Appendix A. Removing the 2p node from the Si 3p channel: cost against accuracy

A.1 Poles, nodes and the phase offset

For a local spherical potential V(r) the radial function u of angular momentum l obeys −u″ + [l(l+1)/r² + v]u = k²u, with v = 2mV/ħ², k² = 2mE/ħ² (negative for E < 0) and ħ²/2m = 3.810 eV Å². The solution regular at the origin defines the logarithmic derivative x(r,E) = u′/u. Differentiating the equation with respect to k², multiplying by u and integrating from 0 gives

∂x/∂k² = −N(r)/u(r)², N(r) = ∫₀ʳ u² dr′. (A1)

Define an angle by cot ϑ = r₀x, with r₀ any fixed length, ϑ = 0 at r = 0 and ϑ continuous in r. At a node dϑ/dr = 1/r₀ > 0, so ϑ crosses multiples of π only upwards, and u has j nodes in the open interval (0,R) when jπ < ϑ(R,E) ≤ (j+1)π. By (A1), ϑ(R,E) rises strictly with E, and it lies below π/2 for E → −∞, where u grows without oscillating. The poles of x(R,E′) are the energies at which ϑ(R,E′) is a positive multiple of π. Hence the number of poles with E′ < E equals the number of nodes of u(r,E) in (0,R). The proof needs a local radial equation. It covers semilocal pseudopotentials channel by channel, but not the separable form of Kleinman and Bylander, where spurious poles (ghost states) can appear.

A pseudo-orbital equals the all-electron (AE) orbital for r ≥ r_c at a reference energy ε and so inherits every AE node beyond r_c. It is nodeless only if r_c exceeds the outermost node r₁. The limit is approached at a price. For d = r_c − r₁ → 0⁺, x(r_c) → 1/d, while norm conservation keeps N(r_c) finite as u(r_c) → 0, so the pseudo-orbital has a positive minimum (x = 0) inside r_c. From x′ = w − x², w = l(l+1)/r² + v − k², x cannot climb from 0 beyond √(max w), so a barrier of at least ħ²/(2md²) is required.

At ε the two values of x(r_c) agree, so ϑ_AE − ϑ_PS is π times the difference in node number, n_c = n − l − 1 when the lowest valence state nl is made nodeless; this is the number of core states of that l. Beyond r_c both angles obey the same π-periodic first-order equation, and the offset persists. With the phase shift δ continued from δ = 0 at V = 0,

δ_AE − δ_PS = n_c π at E = ε. (A2)

For a bound reference the statement refers to ϑ. Away from ε it is approximate: by (A1), equal N/u² at r_c (norm conservation) removes the term of x_PS − x_AE linear in E − ε and leaves a quadratic one, and at high energy both phase shifts of regular short-range potentials go to zero, and the offset with them. For Si 3p, n_c = 1.

This leaves three choices for the p channel. K keeps the 2p shell in the valence (offset 0, no pseudisation error in this channel). N removes it with a norm-conserving potential. S removes it with a larger radius and matches only x.

A.2 A solvable p channel

Take a well v = −K₀² for r < b and v = 0 outside, with z₀ = K₀b. Inside, u = F(Kr), F(z) = sin z/z − cos z, K² = K₀² + k². With σ = kb and z = Kb = √(z₀² + σ²),

b x(b) = −1 + z²/(1 − z cot z), ∫₀ᶻ F² dz′ = z/2 + sin 2z/4 − sin²z/z. (A3)

At E = 0 and z₀ = jπ, with j a positive integer, b x = −1, F² = 1 and N/u² = b/2 for every j, and the outer solution is 1/r. The well with z₀ = π is therefore an exact norm-conserving, nodeless pseudopotential, with ε = 0 and r_c = a, of the well with z₀ = 2π and the same radius a, whose zero-energy orbital has one node at 4.4934/K₀ = 0.715a. A well with z₀ = π and b > a still matches x at r_c = b, but not the norm: the AE orbital has N/u² = 3b²/(2a) − b there, against b/2.

The radius a = 0.53 Å is chosen to put the node at 0.379 Å, near the typical position of the Si 3p node, about 0.38 Å. The AE well is then 535 eV deep. The atom sits in a sphere of R = 1.68 Å, the radius of a sphere with the atomic volume Ω = 20.01 Å³ of diamond Si for a typical lattice constant of 5.43 Å. Choice K is the AE well itself (b = a, z₀ = 2π), N has b = a, z₀ = π, and S has b = 1.25a = 0.6625 Å, z₀ = π.

Outside the well u = sin(kr+δ)/(kr) − cos(kr+δ), and matching to (A3) gives

σ cot(σ+δ) = 1 − σ²(1 − z cot z)/z² = 3 − 3σ²/(2z₀²) + O(σ⁴). (A4)

Hence σ + δ ≈ jπ + σ/3, and the difference of the σ² terms gives δ_AE − δ_N = π − (ka)³/(8π²) to leading order. At high energy δ ≈ z − σ ≈ z₀²/(2σ), and the offset decays as 3π²/(2ka).

The target quantity is the valence pole of x(R,E), the level with u(R) = 0, where kR + δ = jπ + arctan kR. For the AE well it is the second pole (j = 2). The first is the model's 2p level, −335 eV, from z²/(1 − z cot z) = −y²/(1+y) with z² + y² = 4π² and E = −ħ²y²/(2ma²); the wall at R has no visible effect on it. For N and S the target is the first pole. Solving (A4) with this δ gives the exact levels, listed with the length ℓ = N(R)/u(b)²:

choice | kR | E (eV) | Δ = E − E_AE | ℓ (Å)
K | 0.9859 | 1.312 | 0 | 0.539
N | 0.9845 | 1.308 | −3.6 meV | 0.542
S | 1.1723 | 1.855 | +0.543 eV | 0.621

At 1.312 eV the offset δ_AE − δ_N falls short of π by 3.8×10⁻⁴ rad.

These deviations follow from (A1). The mismatch of the inner and outer logarithmic derivatives has slope −ℓ in k², so a small change of the inner one moves the level by Δk² = (x_PS − x_AE)/ℓ. Expanding (A3), b x = −1 − σ²/2 − 3σ⁴/(8z₀²), so that

Δ_N ≈ −(ħ²/2m)·9(ka)⁴/(32π² aℓ) = −3.6 meV (ℓ = 0.539 Å),

quadratic in E − ε. For S the missing norm is 3b²/(2a) − 3b/2 = 0.375b in units of u(b)², and Δ_S ≈ 0.375bE/ℓ = 0.52 eV (ℓ = 0.621 Å), linear in E − ε and close to the exact 0.543 eV. Neither deviation falls when the basis grows; each is a floor.

A.3 Basis-set error

The spherical counterpart of a plane-wave basis is the set F(q_i r) with F(q_i R) = 0 and q_i ≤ q_c, the cutoff being E_c = ħ²q_c²/2m. The normalisation constant is close to √(2/R) and the spacing close to π/R. Let ψ be the exact normalised state, c_i its coefficients, P the projector on the basis and Q = 1 − P. Since (H − E)ψ = 0,

⟨Pψ|H − E|Pψ⟩ = ⟨Qψ|H − E|Qψ⟩ = (ħ²/2m)Σ(q_i² − k²)c_i² + ⟨Qψ|V|Qψ⟩,

with the sum over the omitted functions. For the lowest state (N, S) the sum divided by ⟨Pψ|Pψ⟩ bounds the variational error from above, because V ≤ 0; for the second state (K) it is the leading estimate. Projecting the radial equation on F(qr) gives (q² − k²)c = K₀²√(2/R)∫₀ᵇ uF(qr) dr, and the Wronskian of u and F(qr) gives that integral as [u′(b)F(qb) − q u(b)F′(qb)]/(q² − K²). For b x(b) = −1 the bracket equals −q u(b) sin qb exactly. Using this form, dropping k² against q² and K₀², and replacing the sum by (R/π)∫dq, as suits the dense spectrum of a crystal sampled over k-points, one finds with p = qb

T(q_c) = (ħ²/2m)·[2z₀⁴/(π bℓ)]·∫ sin²p/(p² − z₀²)² dp, from q_c b to ∞. (A5)

The integral reduces to sine and cosine integrals by partial fractions and tends to 1/(6q_c³b³), so T → (ħ²/2m)K₀⁴/(3πℓq_c³). The relative corrections to this law are +(6/5)K₀²/q_c² and an oscillation 3 sin(2q_c b)/(2q_c b); both are contained in (A5). The largest term left out of (A5) is ⟨Qψ|V|Qψ⟩. The omitted weight Σc_i² is 3/(5q_c²) times the omitted kinetic sum and lies near r = b, half inside the well, which gives a relative change of about −0.3K₀²/q_c². This is below 10 per cent for every entry tabulated, and T is quoted to two figures at most.

The power is set by smoothness. A jump in the μ-th derivative of u gives c ∝ q^−(μ+1) and T ∝ q_c^−(2μ−1). The step well has μ = 2; the construction of Troullier and Martins, continuous through the fourth derivative, has μ = 5.

A.4 Work and memory

A cell of N_a atoms holds N_pw = N_aΩq_c³/(6π²) plane waves per k-point and N_b = νN_a doubly occupied bands. Storing the orbitals takes N_bN_pw numbers. One iteration needs of order N_b²N_pw operations for overlaps and orthogonalisation and of order N_bN_pw log N_pw for the Fourier transforms; the first term dominates in large cells. Silicon has ν = 2 for N and S, and ν = 5 when the three 2p orbitals are kept (6 if 2s follows them, which only raises the cost of K). The basis is measured by n = (q_c/q₀)³ with q₀ = 2π/a = 11.86 Å⁻¹, which corresponds to 563 plane waves per atom. In units of choice N at n = 1, and for equal iteration counts, work W and memory M are

N, S: W = n, M = n. K: W = (5/2)²n = 6.25n, M = 2.5n.

Where the transforms dominate, W follows M up to the slowly varying logarithm. In the same variable the asymptotic law reads T = C/n with C = (ħ²/2m)(z₀/π)⁴(a/b)³/(24bℓ): C_K = 8.89 eV, C_N = 0.553 eV, C_S = 0.198 eV. The node costs a factor close to 2⁴ = 16 in basis size, since it doubles K₀, and with the extra bands a factor 6.25C_K/C_N = 100 in work at equal basis error.

The deviation from the exact AE level is budgeted as D = T + |Δ|. For N the two terms have opposite signs, but their cancellation at one cutoff holds for one level only and is not counted as accuracy. The table gives (A5) at q_c = jπ/a:

j | E_c (keV) | n | D_K = T_K | W_K | T_N | D_N | T_S | D_S
2 | 0.535 | 1 | none | none | 0.70 eV | 0.71 eV | 0.26 eV | 0.80 eV
4 | 2.14 | 8 | 1.5 eV | 50 | 73 meV | 77 meV | 26 meV | 0.57 eV
8 | 8.57 | 64 | 0.15 eV | 400 | 8.8 meV | 12 meV | 3.1 meV | 0.55 eV
16 | 34.3 | 512 | 18 meV | 3200 | 1.1 meV | 4.7 meV | - | -
32 | 137 | 4096 | 2.2 meV | 25600 | - | - | - | -
64 | 548 | 32768 | 0.27 meV | 204800 | - | - | - | -

At j = 2 the cutoff equals the depth of the AE well, and the estimate does not apply to K. Dashes mark entries close to the floor |Δ|.

A.5 Cheapest choice for a stated accuracy

For a tolerance τ the law requires n = C/(τ − |Δ|). Between the tabulated cutoffs the oscillating term changes T by up to 12 per cent near j = 4 and by less above, so these costs carry one or two figures.

τ | W_N | W_K | cheapest
0.1 eV | 6 | 5.6×10² | N
10 meV | 9×10¹ | 5.6×10³ | N
5 meV | 4×10² | 1.1×10⁴ | N
1 meV | unreachable | 5.6×10⁴ | K

S meets none of these tolerances, since its floor is 0.543 eV. N is cheaper than K as long as C_N/(τ − |Δ_N|) < 6.25C_K/τ, that is for τ > |Δ_N|/(1 − 1/100), within about one per cent of the floor itself. In practice K is chosen when τ lies below |Δ_N| and not otherwise; at 1 meV it also needs M = 2.2×10⁴.

Whether any softening beyond b = a pays follows from minimising C(b)/(τ − Δ(b)). Differentiating the root of (A4) gives dE/d ln b = 1.9 eV at b = a, and C ∝ b⁻⁴/ℓ falls with an exponent of about 4.6 when the change of ℓ between N and S is included. The cost decreases with b only for τ above 1.9 eV/4.6 ≈ 0.4 eV. Even at τ = 1 eV the law puts the cost of S at 0.78 of that of N, a gain no larger than the corrections to the law at such a low cutoff. At n = 1 the table has N slightly ahead, 0.71 eV against 0.80 eV, a margin comparable with the term left out of (A5). Giving up the norm buys no clear saving in this model.

A.6 Best choice inside a budget

With W ≤ 1, N and S are nearly level at 0.7 to 0.8 eV, and N is preferred because it improves with any added basis. With W ≤ 64, N reaches 12 meV, while K at W = 50 is still at 1.5 eV. With W ≤ 512, N reaches 4.7 meV, against 0.15 eV for K at W = 400. With W ≤ 25600, K reaches 2.2 meV and passes N, which stays at 3.6 meV. The curves cross where |Δ_N| + C_N/W = 6.25C_K/W, at W = 1.5×10⁴. For a memory budget, or for small cells ruled by the transforms, 2.5 replaces 6.25 and the crossing moves to about 6×10³.

The crossing scales as 1/|Δ_N| and thus as (E − ε)⁻². The direct gap of Si, 3.35 eV as compiled by Tiago 2004, sets the scale of the window that states on both sides of the gap span. A level that far from the reference has |Δ_N| ≈ 23 meV at fixed ℓ, and the crossing in work drops to 2.4×10³. Placing ε at mid-window divides the floor by four at no cost in the solid-state calculation, and this should be exhausted before the core shell is restored.

A.7 Reach of the model

All numbers above are the model's. Its 2p level is more than three times deeper than the typical local-density value for Si, about −96 eV, and its step potentials converge as 1/n, so that its cutoffs exceed the typical 250 to 300 eV of smooth norm-conserving Si potentials, with r_c typically near 1 Å, by one to two orders of magnitude at the meV to 0.1 eV level. For μ = 5 the basis error falls as n⁻³, which lowers all costs and changes the ratios between the choices; the larger r_c changes the floor of N. The model also has no self-consistency, so frozen-core and core-valence exchange-correlation errors, which add to the floor of N, are absent. What carries over is the structure: removing n_c core states shifts the phase by n_cπ and lowers both the band count and the largest wave number inside the core, norm conservation leaves a floor quadratic in the distance from the reference energy, and the core shell is worth restoring only when the tolerance lies below that floor. A generated potential is accepted when the poles of x_PS(R,E) pair one to one with the AE poles across the window after the lowest n_c of these are dropped; an unpaired pole signals a ghost.